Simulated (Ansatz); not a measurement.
# Range and sign of the Cr–Cr exchange couplings in ferromagnetic zinc-blende CrN, LDA+U

A metal can carry magnetic coupling over many lattice spacings, yet its order may still rest on the nearest neighbours alone. We ask which case holds for CrN in the zinc-blende structure, a different crystal from the familiar rock-salt CrN, which is antiferromagnetic at low temperature. The question matters for spin electronics, where ferromagnets that share the tetrahedral lattice of common semiconductors are wanted as spin-injecting contacts. We calculate the coupling J between pairs of Cr moments in the ferromagnetic state with LDA and a U of 2.1 eV on Cr. Positive J favours parallel moments. The couplings at constrained moments are set against those at rigid moments; no measured coupling enters the comparison.

## How the numbers were made

One system, CrN (zinc-blende, F-43m), in the lowest of the collinear states that were tried (ferromagnetic, 2 atom(s), 1 counted as magnetic, largest moment 1.88 muB), from cells of the Materials Project database (relaxed there by DFT; the phase may be known from computation alone). Ansatz 0.2.0, plane waves with its default PAW datasets, cutoff 420 eV, collinear spins without spin-orbit coupling, Fermi-Dirac smearing of 0.02 eV. The k mesh is 12×12×12 and the sums for the couplings run over 12×12×12. Functional: LDA, Dudarev U (eV) Cr 2.1. The couplings are taken at constrained moments: the directions are held and the rest of the density and field relaxes in linear response. A second set comes from the magnetic force theorem at rigid moments: each moment turns with its exchange field frozen. The mean-field temperature from all couplings of the first set is 623 K. Shells are pairs of one length, elements and relative sign; shells whose pairs differ much, and those beyond half the range that the mesh resolves, are left out. By the count of bands on its mesh the state is metallic. The same in all rows: elements and relative sign of the two moments in this state: Cr–Cr, parallel.

Notes on method and selection:

- J is defined by E = -sum over ordered pairs (each pair twice) of J e_i.e_j with unit vectors e, a classical Heisenberg model without biquadratic or multi-spin terms, so J > 0 favours parallel moments and the moment's size is inside J.
- The state is the lowest of a few collinear starts and need not be the true ground state; spin-orbit coupling is left out.
- Far couplings are the most sensitive to the k mesh.
- Couplings at rigid moments can miss in size and sometimes in sign.
- U values of this size are meant for oxides; on sulphides, selenides, tellurides and metals they can be too large and impose a moment that the real crystal lacks.
- Ansatz's own search for a lower self-consistent state was switched off in these runs, so a run may rest in a state that is not the lowest for its pattern of moments.
- Runs whose couplings were flagged as in doubt, moved by over 30 per cent with the upper empty bands, lost their pattern of moments or rest on unlike orbital states are not listed.
- For crystals with 4f or 5f elements only couplings at constrained moments are used, since rigid ones can be several times too large.
- Runs that did not converge, have known faults or may not be shown are not listed, and runs on Ansatz's PAW sets soft_1 and soft_2 are kept to separate tables.

Columns:

- distance (Å): distance of the pair.
- neighbours: such neighbours per magnetic atom.
- J, constrained (meV): mean J of the shell at constrained moments.
- J, rigid (meV): mean J of the same pairs at rigid moments.
- part in mean field (meV): J times neighbours times the relative sign, first set: the shell's part in the mean field that holds this state (negative: it works against the state).

Input lines of one member:

```
magnetization:
  spin_polarized: true
kpoints:
  mp_grid: { grid: [12, 12, 12] }
  band_path:
    path:
      - [0.0, 0.0, 0.0]
      - [-0.5, -0.5, 0.0]
      - [-0.375, -0.375, 0.25]
      - [-0.375, 0.0, 0.375]
      - [0.0, 0.0, 0.0]
      - [0.0, 0.0, 0.5]
      - [-0.5, -0.25, 0.25]
    npoints: 11
hamiltonian:
  xc: lda
  hubbard:
    sites: [{ species: Cr, l: d, u_eff: 2.1, starting_ns: occupation_matrices }]
scf:
  occupations: { method: fermi_dirac, width: 0.02 }
  lower_state_search: "off"
output:
  write_bands: true
  eigenstates:
    nscf_kmesh: { grid: [12, 12, 12] }
    top_band: c20
    exchange_couplings: { magnetic: [{ species: Cr }] }
```

Command (options for logging and memory left out): `ansatz run input.yaml`

## The series

| member | distance (Å) | neighbours | J, constrained (meV) | J, rigid (meV) | part in mean field (meV) |
| --- | --- | --- | --- | --- | --- |
| Cr–Cr at 3.11 Å | 3.11 | 12 | 8.355 | 7.069 | 100.26 |
| Cr–Cr at 4.40 Å | 4.40 | 6 | 1.159 | 0.968 | 6.95 |
| Cr–Cr at 5.39 Å | 5.39 | 24 | ? | ? | ? |
| Cr–Cr at 6.22 Å | 6.22 | 12 | −0.049 | 0.128 | −0.59 |
| Cr–Cr at 6.96 Å | 6.96 | 24 | −0.229 | −0.150 | −5.49 |
| Cr–Cr at 7.62 Å | 7.62 | 8 | −0.831 | −0.755 | −6.65 |
| Cr–Cr at 8.23 Å | 8.23 | 48 | 0.358 | 0.312 | 17.17 |
| Cr–Cr at 8.80 Å | 8.80 | 6 | −0.755 | −0.600 | −4.53 |

Cells marked ? are withheld until the estimate has been made.

## What drives the series

The coupling drops steeply at first. From 3.11 to 4.40 Å it falls from 8.355 to 1.159 meV, a factor of 8.355 / 1.159 = 7.2. Farther out the steady fall ends: J is −0.229 meV at 6.96 Å, −0.831 at 7.62 Å, +0.358 at 8.23 Å and −0.755 at 8.80 Å.

The strong first coupling fits a picture in which Cr d states mix with N p states in partly filled bands. Nearest Cr atoms share a nitrogen neighbour, and parallel moments let electrons move between them more easily, which lowers the band energy. Direct d–d overlap at 3.11 Å may add to the coupling or oppose it.

The alternating signs at long range are what conduction electrons can produce, since their response to a local moment oscillates with distance and depends on direction through the shape of the Fermi surface. Some of the irregularity may also come from the k mesh, to which far couplings are the most sensitive.

For the order, the number of neighbours counts as much as J. The parts of the shown shells sum to 100.26 + 6.95 − 0.59 − 5.49 − 6.65 + 17.17 − 4.53 = 107.12 meV, of which the first shell gives 100.26 meV. The 48 neighbours at 8.23 Å contribute 17.17 meV, more than the second shell, although their single coupling is about a third as large. This is almost cancelled by the four negative shells, which sum to −0.59 − 5.49 − 6.65 − 4.53 = −17.26 meV. Among the shells shown, the nearest neighbours therefore decide for ferromagnetism.

Rigid moments give the same picture with a first coupling lower by 8.355 − 7.069 = 1.286 meV. The two sets differ in sign only at 6.22 Å, where both values are close to zero.

## Blind estimate

Plain estimates from the members shown:

- Cr–Cr at 5.39 Å, straight-line interpolation between Cr–Cr at 4.40 Å and Cr–Cr at 6.22 Å: w = (5.39 − 4.40) / (6.22 − 4.40) = 0.544, so 1.159 + 0.544 × (−0.049 − 1.159) = 0.502 meV

Straight-line interpolation gives 0.502 meV at 5.39 Å, but it fails where the signs alternate. Applied to the 8.23 Å shell from its neighbours at 7.62 and 8.80 Å, it gives −0.79 meV against the tabulated 0.358 meV, a miss of 1.15 meV.

The mean-field temperature offers a better route, because it contains the withheld shell. For one magnetic atom per cell and ferromagnetic order, the definition of J gives k_B T = (2/3) J₀, where J₀ is the sum of J over all neighbours. With k_B = 0.08617 meV/K, J₀ = 3 × 0.08617 × 623 / 2 = 80.53 meV. The shown shells sum to 107.12 meV, which leaves 80.53 − 107.12 = −26.59 meV for the withheld shell and all shells beyond 8.80 Å. If the distant shells cancel, J = −26.59 / 24 = −1.11 meV.

That cancellation is the weak point. The five shells from 6.22 to 8.80 Å do cancel, to −0.09 meV in total, but their separate parts have a root mean square of 8.8 meV. How many distant shells matter is not known; assuming two more of that size with independent signs gives a rough uncertainty of 8.8 × √2 / 24 = 0.52 meV. We therefore expect an antiferromagnetic coupling at 5.39 Å, one that weakens the ferromagnetic order without overturning it.

**Committed estimate, Cr–Cr at 5.39 Å: J, constrained = −1.1 ± 0.5 meV.**

## How the estimate fared

| member | distance (Å) | neighbours | J, constrained (meV) | J, rigid (meV) | part in mean field (meV) |
| --- | --- | --- | --- | --- | --- |
| Cr–Cr at 5.39 Å | 5.39 | 24 | −1.600 | −1.110 | −38.40 |

| member | estimate | J, constrained (meV) | computed | estimate − computed | miss in error bars |
| --- | --- | --- | --- | --- | --- |
| Cr–Cr at 5.39 Å | committed | −1.100 | −1.600 | +0.500 | 1.0 |
| Cr–Cr at 5.39 Å | interpolation | 0.502 | −1.600 | +2.102 |  |

The estimate of −1.1 ± 0.5 meV lies at the edge of its error bar: the computed coupling is −1.600 meV, more negative by 0.5 meV. Straight-line interpolation gave the wrong sign and missed by 2.102 meV.

The sum rule follows from the definition of the mean-field temperature, so the miss must come from the assumption that the distant shells cancel. With the third shell included, the listed parts sum to 107.12 − 38.40 = 68.72 meV, while the temperature requires 80.53 meV. The shells beyond 8.80 Å therefore add 80.53 − 68.72 = 11.81 meV in favour of ferromagnetism. Spread over the 24 neighbours of the third shell this is 11.81 / 24 = 0.49 meV per pair, which accounts for the miss.

The result also changes our picture of the order. The nearest neighbours still decide its sign, but the third shell takes back 38.40 / 100.26 = 38 per cent of their contribution and so helps to set its strength.

## Exceptions

The third shell, at 5.39 Å, departs most from a steady fall with distance. Its −1.600 meV is larger in size than the +1.159 meV of the second shell and opposite in sign. The rigid-moment value, −1.110 meV, is also negative, so the sign does not depend on how the moments are treated.

The fourth shell, at 6.22 Å, stands out for the opposite reason: at −0.049 meV it is almost zero, and its sign changes between the two sets. Both shells can be reached by two nearest-neighbour steps, along a bent path for the third and a straight one for the fourth. Direction may therefore matter as well as distance, though the two shells differ in both and cannot separate them.

A likely reason is the metallic state. The total moment per cell is not a whole number, so electrons of both spins are present at the Fermi level. Their response can alternate in sign and differ between crystal directions. Which parts of the Fermi surface favour the negative third-shell coupling is not shown in the table.

## Summary

In this ferromagnetic state the nearest-neighbour coupling dominates, but beyond it distance alone does not predict J: interpolation missed by 2.1 meV at 5.39 Å and by 1.15 meV at 8.23 Å, more than most of the far couplings themselves.

For the mean-field temperature, T = 2J₀ / (3k_B), the cut-off matters. The first shell alone gives 2 × 100.26 / (3 × 0.08617) = 776 K, and all eight listed shells give 2 × 68.72 / (3 × 0.08617) = 532 K, against 623 K from all couplings. Against the full mean-field sum, a model with nearest neighbours only is thus 776 − 623 = 153 K too high, and one cut at 8.80 Å is 623 − 532 = 91 K too low.

Mean-field theory also neglects correlated spin fluctuations, so for given couplings it tends to overestimate the ordering temperature.

[Logs are printed without paths, hosts, clocks, repeated set-up lines and the standing remarks that a program may print on its own settings, such as how far it seeks lower states.]
